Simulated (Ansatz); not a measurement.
# Exchange couplings and ordering temperature of ferromagnetic CdI2-type MnO2 under isotropic strain from −4 % to +4 %, PBEsol+U (U = 4 eV)

Pulling magnetic atoms apart is usually expected to weaken their exchange, yet in ferromagnetic MnO2 of the CdI2 type the coupling between nearest Mn atoms grows as the crystal expands. The question is how far this goes, and whether the ordering temperature follows. It matters for layered magnets, whose lattice can be stretched or compressed by a substrate or by pressure. We calculate the couplings within the Mn layers and two ordering temperatures with PBEsol and U = 4 eV on Mn, and measure each against the unstrained cell. A positive J favours parallel moments. All lengths scale together, so the bond angles stay fixed and only distances change.

## Systems and settings

One crystal, MnO2 (CdI2-type, P-3m1), in a magnetic cell of 3 atom(s), 1 counted as magnetic (Mn), from cells of the Materials Project database (relaxed there by DFT); atoms are fixed and move with the cell. Ansatz 0.2.0, plane waves with the earlier PAW datasets of its set soft_1, cutoff 420 eV, collinear spins without spin-orbit coupling, Fermi-Dirac smearing of 0.05 eV. The k mesh is 12×12×6 and the sums for the couplings run over 12×12×6. Functional: PBEsol with Dudarev U (eV) Mn 4. Every run keeps the ferromagnetic pattern of signs of the first run. The couplings are taken at constrained moments: the directions are held and the rest of the density and field relaxes in linear response. Runs that did not converge or carry a known fault are not listed.

Notes on method and selection:

- J is defined by E = -sum over ordered pairs (each pair twice) of J e_i.e_j with unit vectors e, a classical Heisenberg model without biquadratic or multi-spin terms, so J > 0 favours parallel moments and the moment's size is inside J.
- All temperatures are for classical unit spins; for spin S a quantum mean-field treatment is higher by (S+1)/S. Mean field neglects fluctuations and lies above the Tyablikov (random-phase) and Monte Carlo values.
- The ferromagnetic pattern was chosen from a few collinear starts in the unstrained cell, was not compared with other patterns in the strained cells, and need not be the true ground state; spin-orbit coupling is left out.
- The mean-field temperature is left blank where it belongs to another wavevector than in the first run.
- Ansatz's own search for a lower self-consistent state was switched off in these runs, so a run may rest in a state that is not the lowest for its pattern of moments.
- Where several measured values exist, one near their median is shown, and none where they scatter widely or belong to another phase or kind of order.
- The shells shown are the strongest of the first run whose pairs agree within a shell.
- For crystals with 4f or 5f elements only couplings at constrained moments are used, since rigid ones can be several times too large.
- Runs that did not converge, have known faults or may not be shown are not listed, and runs on Ansatz's PAW sets soft_1 and soft_2 are kept to separate tables.

Columns:

- strain (%): isotropic strain (all lengths scaled alike), change of length against the unstrained cell.
- moment (μB): largest spin moment inside an atomic sphere.
- pair length (Å): mean length of the pairs that lie 2.86 Å apart in the first cell.
- gap on mesh (eV): band gap on the run's k mesh by the count of bands (negative: bands overlap, a metal).
- Tyablikov T (K): Tyablikov (random-phase) ordering temperature from the same couplings.
- J at 2.86 Å (meV): mean J of the Mn–Mn pairs that lie 2.86 Å apart in the first cell (6 such neighbours an atom).
- J at 5.71 Å (meV): mean J of the Mn–Mn pairs that lie 5.71 Å apart in the first cell (6 such neighbours an atom).
- mean-field T (K): mean-field ordering temperature, 2/(3 kB) times the largest J(q) over wavevectors and sublattice modes.

Input lines of one member:

```
magnetization:
  spin_polarized: true
kpoints:
  mp_grid: { grid: [12, 12, 6] }
  band_path:
    path:
      - [0.0, 0.0, 0.0]
      - [0.5, 0.0, 0.0]
      - [0.3333333333, 0.3333333333, 0.0]
      - [0.0, 0.0, 0.0]
      - [0.0, 0.0, 0.5]
      - [0.5, 0.0, 0.5]
      - [0.3333333333, 0.3333333333, 0.5]
    npoints: 11
hamiltonian:
  xc: pbesol
  hubbard:
    sites: [{ species: Mn, l: d, u_eff: 4.0, starting_ns: occupation_matrices }]
  pseudopotentials: { kind: paw, azcp: { folder: soft_1 }, xc_functional: pbe }
scf:
  occupations: { method: fermi_dirac, width: 0.05 }
  lower_state_search: "off"
output:
  write_bands: true
  eigenstates:
    nscf_kmesh: { grid: [12, 12, 6] }
    top_band: c28
    exchange_couplings: { magnetic: [{ species: Mn }] }
```

Command (options for logging and memory left out): `ansatz run input.yaml`

## The series

| member | strain (%) | moment (μB) | pair length (Å) | gap on mesh (eV) | Tyablikov T (K) | J at 2.86 Å (meV) | J at 5.71 Å (meV) | mean-field T (K) |
| --- | --- | --- | --- | --- | --- | --- | --- | --- |
| −4 % | −4 | 2.55 | 2.742 | 2.35 | 29 | 3.86 | −0.933 | 143 |
| −2 % | −2 | 2.65 | 2.799 | 2.14 | 88 | 5.57 | −0.774 | 231 |
| −1 % | −1 | ? | 2.828 | 2.03 | ? | ? | ? | ? |
| +0 % | 0 | 2.76 | 2.857 | 1.88 | 132 | 7.11 | −0.645 | 311 |
| +1 % | 1 | 2.82 | 2.885 | 1.70 | 153 | 7.89 | −0.592 | 350 |
| +2 % | 2 | ? | 2.914 | 1.53 | ? | ? | ? | ? |
| +4 % | 4 | 3.02 | 2.971 | 1.20 | 220 | 10.47 | −0.469 | 480 |

Cells marked ? are withheld until the estimate has been made.

## Why the values move as they do

Among the members shown, the nearest-neighbour J rises at every step of expansion, from 3.86 meV at −4 % to 10.47 meV at +4 %, on average (10.47 − 3.86) / 8 = 0.83 meV per % of strain. The larger moment explains little of this: its square grows by a factor of (3.02 / 2.55)² = 1.40, J by a factor of 10.47 / 3.86 = 2.71.

The likely cause is a competition between two exchange paths. Mn⁴⁺ has three t2g electrons, and in edge-sharing octahedra the t2g orbitals of neighbouring Mn atoms point at each other. Their direct overlap favours antiparallel moments and fades quickly with distance. The path through oxygen at nearly 90° favours parallel moments and is left in command. Fading overlap alone would make J level off on expansion, which it does not do up to +4 %. A smaller splitting between t2g and eg levels, which would strengthen the ferromagnetic path, may contribute; the falling gap is compatible with that.

The coupling at 5.71 Å is antiferromagnetic and halves in size, from −0.933 to −0.469 meV. Both changes therefore help ferromagnetism. With six neighbours in each shell and kB = 0.08617 meV/K, so that 2/(3 kB) is 2 / (3 × 0.08617) = 7.74 K/meV, the two shells give 7.74 × 6 × (7.11 − 0.645) = 300 K in the unstrained cell, against the full mean-field value of 311 K.

The Tyablikov temperature falls faster in proportion on compression, to 29 K at −4 %, where it is only 29 / 143 = 0.20 of the mean-field value, against 220 / 480 = 0.46 at +4 %. Long-wave spin waves weight each coupling by distance squared, so within the layer these two shells contribute J(2.86 Å) + 4 J(5.71 Å). This is 3.86 − 4 × 0.933 = 0.13 meV at −4 % and 7.11 − 4 × 0.645 = 4.53 meV without strain. The moments turn most easily from layer to layer, so weak coupling across the layers also holds this temperature down.

## Prediction

Plain estimates from the members shown:

- +2 %, straight-line interpolation between +1 % and +4 %: w = (2 − 1) / (4 − 1) = 0.333, so 7.89 + 0.333 × (10.47 − 7.89) = 8.75 meV
- −1 %, straight-line interpolation between −2 % and +0 %: w = (−1 − (−2)) / (0 − (−2)) = 0.500, so 5.57 + 0.500 × (7.11 − 5.57) = 6.34 meV

Both withheld members lie between calculated neighbours, and their gaps, 1.53 eV at +2 % and 2.03 eV at −1 %, fit smoothly between those of the adjacent rows. Nothing there suggests a change of electronic state, so we interpolate J and correct the straight line for curvature, using a parabola through three nearby members.

For +2 % we use 0, +1 and +4 %. The slope rises from 0.78 to 0.86 meV per %, which gives a curvature term of (0.86 − 0.78) / 4 = 0.02. The shift from the straight line is 0.02 × (2 − 1) × (2 − 4) = −0.04, hence 8.75 − 0.04 = 8.71 meV.

For −1 % we use −2, 0 and +1 %. The slopes are 0.77 and 0.78, the curvature term is 0.01 / 3 = 0.003, and the shift is 0.003 × 1 × (−1) = −0.003. The straight-line value of 6.34 meV stands.

Two shown members test the route. At +1 %, the straight line between 0 and +4 % has a slope of (10.47 − 7.11) / 4 = 0.84 meV per % and gives 7.11 + 0.84 = 7.95 meV, and a parabola through −2, 0 and +4 % gives 7.95 − 3 × (0.84 − 0.77) / 6 = 7.92 meV, against 7.89 calculated. At 0 %, the straight line between −2 and +1 % gives 5.57 + 2 × (7.89 − 5.57) / 3 = 7.12 meV, and a parabola through −2, +1 and +4 % gives 7.12 − 2 × (0.86 − 0.77) / 6 = 7.09 meV, against 7.11. From these misses of 0.02 to 0.03 meV we take an error of 0.03 meV at +2 % and 0.02 meV at −1 %, where the neighbours are closer.

**Committed estimate, +2 %: J at 2.86 Å = 8.71 ± 0.03 meV.**  
**Committed estimate, −1 %: J at 2.86 Å = 6.34 ± 0.02 meV.**

## Check

| member | strain (%) | moment (μB) | pair length (Å) | gap on mesh (eV) | Tyablikov T (K) | J at 2.86 Å (meV) | J at 5.71 Å (meV) | mean-field T (K) |
| --- | --- | --- | --- | --- | --- | --- | --- | --- |
| −1 % | −1 | 2.70 | 2.828 | 2.03 | 111 | 6.34 | −0.706 | 271 |
| +2 % | 2 | 2.89 | 2.914 | 1.53 | 175 | 8.71 | −0.546 | 392 |

| member | estimate | J at 2.86 Å (meV) | computed | estimate − computed | miss in error bars |
| --- | --- | --- | --- | --- | --- |
| +2 % | committed | 8.71 | 8.71 | 0.00 | 0.0 |
| +2 % | interpolation | 8.75 | 8.71 | +0.04 |  |
| −1 % | committed | 6.34 | 6.34 | 0.00 | 0.0 |
| −1 % | interpolation | 6.34 | 6.34 | 0.00 |  |

Both estimates agree with the computed couplings to the last printed digit, 8.71 meV at +2 % and 6.34 meV at −1 %, well inside their error bars. At +2 % the curvature correction removed the 0.04 meV by which the straight line was too high. At −1 % it was negligible, and the straight line did equally well. The misses of 0.02 to 0.03 meV in the earlier tests remain the fairer measure of the route.

Agreement of this kind confirms a smooth curve, not a mechanism. The full set of slopes says more: 0.86 meV per % between −4 and −2 %, 0.77 between −1 and 0 %, and 0.88 between +2 and +4 %. A slope that first falls and then rises fits two contributions, an antiferromagnetic direct overlap that fades on expansion and a ferromagnetic path through oxygen that strengthens. The oxygen moments, not tabled here, are compatible with the second: they point against those of Mn and grow steadily as the crystal expands. This is expected when oxygen lends more majority-spin charge to the empty eg orbitals of Mn.

## Outliers

No member stands out in the nearest-neighbour J. A straight line fitted to all seven rows has a slope of 0.816 meV per % of strain and passes at zero strain through their mean, (3.86 + 5.57 + 6.34 + 7.11 + 7.89 + 8.71 + 10.47) / 7 = 7.14 meV. It misses none by more than about 0.07 meV, and these small departures follow the change of slope described above.

In the Tyablikov temperature the −4 % member lies low. Continuing the slope between −2 and −1 %, 111 − 88 = 23 K per %, would give 88 − 2 × 23 = 42 K, and the computed value is 29 K. The likeliest reason is the near-cancellation of the two tabled couplings for long spin waves within the layer, where 0.13 meV is left of 4.53 meV in the unstrained cell. Turning the moments from layer to layer also becomes easier under compression. Soft spin waves lower the Tyablikov temperature strongly, while the mean-field value, which depends on the plain sum of the couplings, falls only a little below its own continued slope: 231 − 2 × (271 − 231) = 151 K, against 143 K computed.

## Rules of thumb and their limits

From −4 to +4 %, expansion strengthens the ferromagnetic nearest-neighbour coupling and weakens the antiferromagnetic one at 5.71 Å. A further member inside this range can be estimated from its two neighbours by a straight line to within about 0.06 meV. The largest miss is at −2 %, where the rows at −4 and −1 % give 3.86 + 2 × (6.34 − 3.86) / 3 = 5.51 meV against 5.57 computed.

Near the unstrained cell, 1 % of expansion raises the mean-field temperature by (350 − 271) / 2 = 40 K and the Tyablikov temperature by (153 − 111) / 2 = 21 K.

The absolute temperatures are much less certain. For the spin 3/2 of Mn⁴⁺, a quantum mean-field treatment multiplies the classical value by 5/3, which without strain gives 311 × 5 / 3 = 518 K. The increase, 518 − 311 = 207 K, is about as large as the rise of the classical value from −1 to +4 %, 480 − 271 = 209 K. The choice of U also changes the temperatures strongly.

[Logs are printed without paths, hosts, clocks, repeated set-up lines and the standing remarks that a program may print on its own settings, such as how far it seeks lower states.]
